The row at a strain of −0.025 looks wrong. Squeezing this aluminium crystal by 2.5 % along both directions of its basal plane raises the energy by only 4.4 meV per atom, whereas stretching it by the same amount costs 22.0 meV, five times as much. Metals usually behave the other way round, because atoms pushed together resist more strongly than atoms pulled apart. By a strain of 0.1 the table has returned to that habit, and compression is the dearer direction.

Hcp aluminium (a = 2.812 Å, c = 4.867 Å, 16.67 Å³ per atom, not relaxed at this level), strained equally along both in-plane axes at fixed c. Ansatz 0.2.0, plane-wave PAW, scalar-relativistic r2SCAN without spin polarisation, 500 eV cutoff, 21×21×10 k mesh, Gaussian smearing of 0.15 eV. Energies are free energies; pressure is positive in compression.

```tsv
strain	energy change (meV/atom)	tensile stress along pattern (GPa)	pressure (GPa)
-0.1	274.4	-75.97	27.31
-0.075	130.5	-46.73	16.50
-0.05	44.8	-24.90	8.15
-0.025	4.4	-7.99	1.76
0	0.0	3.79	-2.94
0.025	22.0	12.35	-6.42
0.05	63.3	17.76	-8.88
0.075	118.0	21.66	-10.61
0.0875	149.5	23.15	-11.25
0.1	183.4	24.43	-11.76
```

In each row the two in-plane directions are strained alike, while the c axis keeps its length. The energy change is counted from the cell at zero strain. The tensile stress along the pattern is the sum of the stresses on the two in-plane axes, positive when the crystal pulls inward. The pressure is an average over all three axes with the opposite sign, so it also contains the stress along c.

Three explanations can be held against these columns. The tempting one takes the numbers at face value: this metal resists small stretches more than small compressions. The second says that the bonding is even-handed but that the scan starts away from the bottom of the energy valley. The third combines a displaced start with a lopsided valley that is steeper on the compressed side.

### From −0.1 to −0.05: the steep side

The stress shows how steep the valley is. Between −0.1 and −0.075 it changes by 75.97 − 46.73 = 29.24 GPa, and over the next step of equal width by 21.83 GPa. The crystal therefore becomes softer as the compression is released. Stiffness here means the change of stress for a given change of strain, and it falls at every step down the table.

The cause is standard physics, which the table does not split into parts. When a metal is compressed, its electrons have less room and their kinetic energy rises faster than their attraction to the ions can make up for. Each further step of compression then meets more resistance than the one before. In the stretched crystal the balance shifts the other way, and the restoring force grows more and more slowly.

The fixed c axis matters for anyone who wants to use these stresses. At −0.1 the volume is down to 0.9² = 0.81 of its starting value, since the crystal is not allowed to grow taller while its base shrinks. A thin film with a free surface would change its thickness. The stiffness read from this table is that of a crystal held at fixed height.

### From −0.025 to 0.025: a slope at the starting point

The row at zero strain holds the key to the odd one above it. Its energy is zero by definition, but its tensile stress is 3.79 GPa. At the bottom of the valley that stress would vanish. The cell was not relaxed at this level of theory, and at the given height its base is somewhat too wide.

The scan thus begins with a crystal that is already stretched. A little compression first releases the stored tension, which lowers the energy, and only then begins to cost something. A little stretching has to work against the tension from the outset. At −0.025 the stress has turned to −7.99 GPa, so the bottom of the valley lies between this row and the start.

The same three rows decide against the tempting explanation. From −0.025 to zero the stress rises by 11.78 GPa, and from zero to 0.025 by only 8.56 GPa. The crystal is stiffer on the compressed side here too, exactly where the energies seem to say the opposite. An energy difference counted from a strained cell mixes the stiffness of the material with the tension that was there at the start.

The size of the effect can be worked out from the stresses. For a small strain $\varepsilon$ the energy change per atom is

$$E(\varepsilon)\approx V\left(S\,\varepsilon+\tfrac12 K\varepsilon^2\right),$$

where $V$ is the volume per atom, $S$ the tensile stress along the pattern at zero strain, and $K$ the change of that stress per unit strain. The first term is the work done against the tension already present. The second is the work done against the tension that the strain itself creates.

With $V$ = 16.67 Å³ and $S$ = 3.79 GPa, the product is 63.2 GPa Å³. Since 1 eV/Å³ equals 160.2 GPa, this is 0.394 eV, and a strain of 0.025 turns it into 9.9 meV. This term is added on stretching and subtracted on compression.

The two neighbouring rows give $K$ = (12.35 + 7.99)/0.05 = 407 GPa. The second term is then 13.2 meV, the same for both directions.

Stretching should therefore cost 13.2 + 9.9 = 23.1 meV and compression 13.2 − 9.9 = 3.3 meV. The table has 22.0 and 4.4 meV. The estimate used no energy from the table, but stress and energy come from the same calculation, so the agreement shows that the explanation is consistent and is not an independent measurement. The error of 1.1 meV is small beside the cost of stretching, yet it is a quarter of the cost of compression.

The pressure would have been the wrong quantity to put into this estimate. Taken as equal on all axes, it would give an in-plane sum of 2 × 2.94 = 5.88 GPa, well above the true 3.79 GPa. The excess comes from the c axis, which is under stronger tension than the base. That tension does no work in this scan, because the length of the c axis never changes.

The energies themselves confirm the choice. The stretch-minus-compression differences at 0.025 and 0.05 can be combined so that a cubic term drops out, which leaves an initial slope of 4.1 meV per atom for each per cent of strain. The in-plane stress gives 3.9 and the pressure 6.1. For a scan along chosen axes, the stress on those axes is what sets the slope.

### From 0.05 to 0.075: the order turns round

Between these two rows the dearer direction changes. Stretching by 0.05 costs 18.5 meV more than compressing by 0.05, but at 0.075 it costs 12.5 meV less. In such a difference every term that is equal for both directions cancels. What remains is a part proportional to the strain, due to the displaced start, and a part that grows roughly as its cube, due to the lopsided valley.

The way the difference grows tests the first two explanations without any curve fitting. It is 17.6 meV at a strain of 0.025. If it came from the bonding alone, doubling the strain should multiply it by eight, to about 141 meV; if it came from the displaced start alone, it should double to about 35 meV. The computed 18.5 meV fits neither, and a change of sign at larger strain is beyond the reach of either term alone.

Two contributions of opposite sign do explain it. The starting tension alone would make stretching dearer by 2 × 0.394 eV × 0.05 = 39.4 meV at a strain of 0.05. Subtracting this from the computed 18.5 meV leaves −20.9 meV. Once the starting tension has been taken out, compression is the dearer direction after all.

### From 0.0875 to 0.1: the soft side

At the stretched end the lopsidedness is plain. Between 0.075 and 0.1 the stress rises by 2.77 GPa, about a tenth of its change over the matching step at the compressed end. The crystal still pulls back harder with every step, but each step adds less.

The row at 0.1 can be treated like the one at 0.05. Here compression costs 274.4 − 183.4 = 91.0 meV more than stretching, although the starting tension favours compression by 78.9 meV. The bonding must therefore account for 91.0 + 78.9 = 169.9 meV. That is about eight times the 20.9 meV found at half the strain, as a cubic term requires.

The whole scan can now be written in one line,

$$E(\varepsilon)=a\,\varepsilon+b\,\varepsilon^2+c\,\varepsilon^3 .$$

Here $a$ = 0.394 eV is fixed by the stress at zero strain. The other two constants, $b$ = 22.6 eV and $c$ = −85 eV per atom, come from a least-squares fit to the energies of all ten rows. The two directions cost the same where the linear and cubic parts cancel, at $\varepsilon=\sqrt{a/|c|}$ = 0.068, between the rows where the table changes its order.

This curve misses the energies by 2.2 meV per atom (root mean square). A curve that starts at the bottom of a lopsided valley misses by 9.6 meV, and a displaced parabola, the simplest symmetric valley, by 16.1 meV, each also with two fitted constants. All the rows took part in these fits, so they compare forms of curve and do not test a forecast. In relative terms the best curve is weakest at the row that opened the question, where it gives 5.6 meV for the computed 4.4.

### The same crystal from another starting point

The table also contains a neighbouring case. Suppose that the scan had begun at the row −0.025, where the base is too narrow and under compression. Moving on to −0.05 would then cost 44.8 − 4.4 = 40.4 meV, while moving back to zero strain would gain 4.4 meV. The crystal would now seem to resist compression and to welcome stretching, although only the point of reference has changed.

The fair place to compare the two directions is the bottom of the valley, which the fitted curve puts at a strain of about −0.008. On the same curve, compression by 0.05 from that point costs about 21 meV more than stretching by 0.05, the usual order for a metal. This is the best width of the base at the given height and not a fully relaxed crystal. The stable form of aluminium is moreover face-centred cubic, so the constants belong to this hexagonal form alone.

A practical rule follows for scans that stretch or compress all the strained axes alike, with equal steps to both sides. Before an asymmetry is read as a property of the material, look at the tensile stress along the pattern, summed over the strained axes as in this table, in the row at zero strain. Multiply it by the volume per atom and by twice the strain, and subtract the result from the energy of stretching less that of compression. In all four pairs of this table the remainder is negative: the bonding resists compression more, even where the raw energies suggest the reverse.
